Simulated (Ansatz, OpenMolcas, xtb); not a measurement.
**Ligand exchange: CH3F + GeH3(SH) → CH4S + GeH3F**

Species: CH3F (fluoromethane) `CF`, singlet; GeH3(SH), singlet; CH4S `CS`, singlet; GeH3F `[F][GeH3]`, singlet. The partners trade F for SH: C–F and Ge–SH bonds give way to C–SH and Ge–F.

Shapes, held fixed at every level: PBE0-D4/def2-TZVP. Programs: Ansatz 0.2.0, OpenMolcas 26.06, xtb 6.7.1, xtb 6.7.1 later snapshot. The zero-point and thermal change to 298 K, harmonic and unscaled (PBE0-D4/def2-TZVP), is -1.5 kJ/mol.

Q: Estimate ΔH(298 K) of this reaction.

A: The highest level, CCSD(T)/def2-TZVPP, gives ΔH(298 K) = -50.0 kJ/mol; the levels span -55.4 to +80.3. They disagree on the sign: 1 of 9 are positive. GFN0-xTB strays far from the other rows. The column of differences is taken from that level and isn't an error. No measured value is set beside it here. Relativity is left out for Ge. Outer-core shells of Ge are correlated in most correlated rows, in sets that cover them unevenly.

```
                             level                    kind  ΔH(298 K) (kJ/mol)  less CCSD(T)/def2-TZVPP
                          GFN0-xTB          semi-empirical               +80.3                   +130.3
                  SPW92/def2-TZVPP                     LDA               -42.7                     +7.3
B3LYP/6-31G* (spherical functions)           global hybrid               -46.6                     +3.4
                PBE0-D4/def2-TZVPP           global hybrid               -44.1                     +5.9
                wB97M-V/def2-TZVPP  range-separated hybrid               -50.5                     -0.5
                 B2PLYP/def2-TZVPP           double hybrid               -52.3                     -2.3
                    MP2/def2-TZVPP     perturbation theory               -55.4                     -5.4
                  CCSD(T)/def2-SVP   coupled cluster or CI               -46.3                     +3.7
                CCSD(T)/def2-TZVPP   coupled cluster or CI               -50.0                      0.0
```

Exchange of F for SH is exothermic at every level except GFN0-xTB, and the thermal term of -1.5 kJ/mol shows that the preference is almost wholly electronic. Germanium is more electropositive than carbon in these compounds, so it gains more from trading sulfur for the strongly electronegative fluorine. The Ge–F bond has a large ionic contribution, probably helped a little by donation from fluorine lone pairs into σ* orbitals on the germyl group. Carbon gives up a strong, polar C–F bond but forms a fairly covalent C–S bond with good overlap, which limits its loss. This is the familiar hard–soft pattern.

Both sides are closed-shell molecules with the same number of single bonds, so much of the correlation error should cancel, which suggests why even SPW92 gives a reasonable value. The positive GFN0-xTB result conflicts with the expected fluorine affinity of germanium and probably reflects its non-self-consistent treatment of charge in polar bonds. The exothermicity says nothing about the barrier to exchange.
